**Reading the temperature of a silicon crystal from its phonon entropy, free energy and heat capacity**

Six rows of harmonic PBE phonon thermodynamics for diamond silicon have lost their temperatures. Which row belongs to which candidate, and which assignments would survive if a row stood alone?

Ansatz 0.2.0, PBE with PAW and plane waves (cutoff 420 eV), for diamond-structure silicon with a 12×12×12 k mesh. Harmonic vibrational quantities at a constant volume of 20.46 Å³/atom, from linear-response force constants on a 4×4×4 q mesh; the free energy includes the zero-point energy and leaves out the energy of the static lattice. Candidates: 600, 400, 800, 700, 300, 200.

```
row  phonon entropy (kB/atom)  phonon free energy (meV/atom)  phonon heat capacity (kB/atom)
  A                     3.098                           9.90                           2.641
  B                     1.484                          50.30                           1.924
  C                     4.212                         -53.60                           2.830
  D                     2.369                          33.60                           2.411
  E                     4.652                         -91.80                           2.873
  F                     5.037                        -133.60                           2.902
```

The columns are the vibrational entropy $S$ and the heat capacity at constant volume $C_V$, both in units of Boltzmann's constant $k_B$ per atom, and the vibrational free energy $F_\mathrm{vib}$, counted from the static lattice. All rows come from one set of phonon frequencies at one volume, and temperature enters only through the occupation of the modes. A mode of frequency $\omega$ has a temperature of its own, $\hbar\omega/k_B$: far below it the mode keeps only its zero-point energy, far above it the mode adds $1\,k_B$ to $C_V$. With three modes per atom, $C_V$ climbs towards $3\,k_B$, roughly 25 J per mole and kelvin.

The order of the rows follows from thermodynamics. Since $dS/dT = C_V/T$ is positive, entropy rises with temperature, and since $dF_\mathrm{vib}/dT = -S$, the free energy falls. Ranking by entropy gives B, D, A, C, E, F, and the other two columns give the same sequence. Six ordered rows against six ordered candidates already fix the answer, but only by counting; the walk down the ranked rows tests whether the values themselves carry the temperature.

**The cold stretch: rows B and D**

Row B has $C_V = 1.924\,k_B$, about two thirds of the classical limit, so the stiffer part of the spectrum is only partly excited. Its free energy, 50.30 meV, lies not far below the zero-point energy of 60.24 meV per atom from the same calculation. The stiffest modes, the optical ones at the zone centre, have a mode temperature of 723 K. Row B must therefore lie far below that, and row D, with more of the spectrum awake, somewhat higher.

The two identities turn this into numbers without any model of the spectrum. For neighbouring rows, replace $S$ and $C_V$ by the mean of their two values, $\bar S$ and $\bar C_V$. The slope of the free energy then gives the difference of the temperatures, the entropy step gives their ratio, and the two together give the lower temperature $T_1$:

$$\Delta T \approx -\frac{\Delta F_\mathrm{vib}}{\bar S},\qquad \frac{T_2}{T_1}\approx \exp\frac{\Delta S}{\bar C_V},\qquad T_1=\frac{\Delta T}{T_2/T_1-1}.$$

For B and D the difference comes out as 100.6 K and the ratio as 1.504. A step of one hundred kelvin that raises the temperature by half can only start near two hundred: the formula gives 199 K for B and 300 K for D. These identities are built into any harmonic calculation, so their success identifies rows and is no test of the phonons.

**The middle stretch: rows D, A and C**

From D to A the step is again about one hundred kelvin, with a ratio of 1.335, which puts D at 301 K and A at 401 K. Row D has now been placed twice, from below and from above, with the same result. The next step is visibly larger: the free energy drops from a small positive value in A to a clearly negative one in C. Worked in full, with $k_B = 0.08617$ meV/K:

$$\Delta F_\mathrm{vib} = -53.6-9.9=-63.5\ \mathrm{meV},\qquad \bar S=\tfrac12(3.098+4.212)\,k_B=3.655\,k_B,$$

$$\Delta T=\frac{63.5}{3.655\times 0.08617}\ \mathrm{K}=201.6\ \mathrm{K},$$

$$\frac{T_2}{T_1}=\exp\frac{4.212-3.098}{\tfrac12(2.641+2.830)}=\exp\frac{1.114}{2.7355}=1.503,\qquad T_1=\frac{201.6\ \mathrm{K}}{0.503}=401\ \mathrm{K}.$$

The step from A to C is thus twice as wide as the others, as is the one wide gap in the list of candidates, and C lands at 603 K. The result overshoots a round two hundred by 1.6 K, more than the rounding of the free energies allows. Theory accounts for the sign: $S(T)$ bends downward here, so the mean of the end points underestimates the true mean entropy and the quotient comes out too large.

The change of sign of $F_\mathrm{vib}$ in this stretch marks no transition, since the structure and the frequencies are the same in every row. It is the point at which the negative thermal part has cancelled the zero-point energy. It matters for the puzzle because it spoils the simplest way of dating a row on its own.

That way uses the high-temperature expansion. With $x=\hbar\omega/k_BT$, a harmonic mode has the energy and heat capacity

$$\frac{U}{k_BT}=1+\frac{x^2}{12}-\frac{x^4}{720},\qquad \frac{C_V}{k_B}=1-\frac{x^2}{12}+\frac{x^4}{240}.$$

The $x^2$ terms are equal and opposite, so for three modes $U\approx(6-C_V/k_B)\,k_BT$ whatever the spectrum. Inserting this into $F_\mathrm{vib}=U-TS$ gives

$$T\approx\frac{F_\mathrm{vib}}{k_B\,(6-C_V/k_B-S/k_B)}.$$

Row A shows the weakness. Numerator and denominator both pass through zero nearby, the bracket is only 0.261, and the neglected higher terms are no longer negligible beside it. The estimate is 440 K, a tenth above what the neighbours gave and close to halfway towards the next round hundred. Rows B and D come out at 225 and 320 K, also too high, as the expansion predicts: the dropped term makes the bracket too small.

**The hot stretch: rows C, E and F**

Here the heat capacity has almost stopped moving: it gains only $0.029\,k_B$ from E to F, while the entropy gains $0.385\,k_B$. The neighbour method still works and places C at 599 K and E at 702 K, with rounding now worth a few kelvin because the ratio of temperatures is closer to one. The single-row formula is at its best, since $x$ is below or near one for the whole spectrum.

Applied row by row it gives 597, 699 and 800 K for C, E and F. The bracket is now negative and large, so the dropped term shifts the result only slightly downward, by about half a per cent at most. These three rows identify themselves without help from their neighbours.

A spectrum with a single parameter does worse here. The Debye model spreads the three modes over a density of states rising as $\omega^2$ up to a cutoff $k_B\theta_D/\hbar$, and the Einstein model puts them at one frequency $k_B\theta_E/\hbar$. Each constant was fixed by the zero-point energy alone, through $\tfrac98k_B\theta_D$ and $\tfrac32k_B\theta_E$, with no row of the table used; this gives $\theta_D=621$ K and $\theta_E=466$ K. Each model was then solved for the temperature that reproduces one entry of one row.

The Debye model contradicts itself. For row E it returns 665 K from the heat capacity and 760 K from the entropy, and in all six rows the first reading is the lower one. A reader with only the entropy column and this model would move C and E up by one candidate. From the heat capacity, row F comes out at 760 K, on the right side of the midpoint by a thin margin.

**Verdict**

Sure, with neighbours: all six, B = 200, D = 300, A = 400, C = 600, E = 700 and F = 800 K, since order, step widths and absolute values agree. Sure even alone: C, E and F by the single-row formula. Less sure alone: B and D, which round to the right hundred with errors of 13 and 7 % of the assigned value, and above all A. Ambiguous: the hot rows judged from their entropy alone with a Debye spectrum.

The rows with their labels:

```
temperature (K)  phonon entropy (kB/atom)  phonon free energy (meV/atom)  phonon heat capacity (kB/atom)
            100                     0.505                          58.90                           0.927
            200                     1.484                          50.30                           1.924
            300                     2.369                          33.60                           2.411
            400                     3.098                           9.90                           2.641
            500                     3.702                         -19.40                           2.761
            600                     4.212                         -53.60                           2.830
            700                     4.652                         -91.80                           2.873
            800                     5.037                        -133.60                           2.902
            900                     5.380                        -178.50                           2.922
           1000                     5.689                        -226.20                           2.937
```

The labels confirm the assignment. The neighbour method is within 3 K of every label. Matching each model reading to the nearest of all ten temperatures, the Einstein model fails in 10 of 18 readings (six rows, three columns) and the Debye model in 3, all from the entropy of the hot rows. The full table shows why.

**Why one Debye temperature cannot fit both columns**

In the Debye model $S$ and $C_V$ depend only on $T/\theta_D$, so an error in the inferred temperature is just the ratio of the assumed $\theta_D$ to the one that the row calls for. That value was found by solving the Debye expression for $\theta$ row by row, once from $C_V$ and once from $S$. At 700 K the heat capacity asks for 654 K and the entropy for 572 K, on either side of the 621 K from the zero-point energy. The two wrong readings of row E follow at once: $700\times621/654=665$ and $700\times621/572=760$.

Theory says why the three differ: each quantity averages the spectrum in its own way. The zero-point energy is $\tfrac12\hbar\omega$ per mode and measures the plain mean frequency. The deficit $3-C_V/k_B$ at high temperature is the sum of $x^2/12$ and measures the mean square, which favours stiff modes. The entropy per mode tends to $k_B(1-\ln x)$ and measures the geometric mean, which favours soft modes. One $\theta_D$ fits all three only if these averages stand in the proportions of the Debye shape, for which $\langle\omega\rangle$, $\langle\omega^2\rangle^{1/2}$ and the geometric mean are $\tfrac34$, $\sqrt{3/5}$ and $e^{-1/3}$ of the cutoff.

Silicon's spectrum is broader than that, with weight at both ends. The transverse acoustic branches, which bend the tetrahedral bonds more than they stretch them, flatten out at low frequency: their mode temperatures are 160 K at the zone-boundary point L and 211 K at X. The bond-stretching optical modes cluster near the top of the spectrum. Soft modes pull the geometric mean down and the cluster pushes the mean square up.

The computed frequencies bear this out. Averages over the 64 points of the q mesh, with the three zero-frequency acoustic modes at the zone centre replaced roughly by small Debye spheres cut off at the band frequencies a quarter of the way to X, give Debye-equivalent temperatures of 575, 621 and 655 K for geometric mean, mean and root mean square. The outer two are the values that the row-by-row $\theta$ approach at the bottom of the table, to within a few kelvin. This sum uses the same phonons as the table, so the agreement shows which average governs which column and is no independent check of the calculation.

**From 500 to 1000 K: an error that fades and one that stays**

In the lower half of the table the Debye error in $C_V$ fades, because both curves tend to the same limit; at 1000 K it is $0.006\,k_B$ too high. The error in the entropy does not fade, because a wrong geometric mean shifts $\ln x$ by a constant. The expected offset is $3\ln(621/575)=0.23$, and the model is indeed $0.234\,k_B$ below the table at 1000 K. Since the slope of $F_\mathrm{vib}$ is $-S$, the offset piles up in the free energy, which is off by about 20 meV per atom in that row.

For a heat balance above room temperature, a Debye curve taken from the zero-point energy is therefore within about 1 % of this harmonic $C_V$, while the same curve is a poor source of entropies and free energies. The harmonic column has its own limit in this stretch. Thermal expansion and anharmonicity are left out, so $C_V$ stays under $3\,k_B$, reaching 2.937 in the last row; the measured heat capacity at constant pressure, as roughly recalled, has passed $3\,k_B$ by then.

**The top rows: where the soft modes rule**

Walking up from 300 K, both effective $\theta$ fall, and at 100 K they are 554 K from $C_V$ and 493 K from $S$. Mainly soft modes are excited there: the two lowest branches, a third of all modes, supply 74 % of the heat capacity in the mesh sum. The Debye model has too few modes at such frequencies and falls 20 % short of the tabulated $C_V$. In this crystal the fall of $\theta$ on cooling thus comes from the low, flat acoustic branches.

The share of those two branches tells the columns apart at high temperature as well. At 800 K they carry 34 % of $C_V$, their fair third, but still 46 % of $S$, because a soft mode keeps its lead in $-\ln x$ however hot the crystal becomes. A larger share is not a larger sensitivity, though: at high temperature the same relative error in any mode shifts $S$ by the same amount. An error of a few cm$^{-1}$ hurts the entropy most in a soft mode, where it is a larger fraction of the frequency. The free energy of the cold rows is mostly zero-point energy, to which the stiff modes add most. The convergence of the transverse acoustic modes with the q mesh is untested, and the entropy and heat capacity at 100 K depend on them most.

The functional enters through the frequencies. PBE slightly overexpands and softens silicon: the zone-centre optical mode is 503 cm$^{-1}$ here against roughly 520 measured (a recalled figure). If all frequencies are scaled by a factor $\lambda$, the same $S$ and $C_V$ appear at $\lambda T$, and the high-temperature entropy moves by $-3k_B\ln\lambda$. A uniform softening of about 3 % would raise it by some $0.1\,k_B$; that the acoustic modes soften in step with the optical ones is a guess.
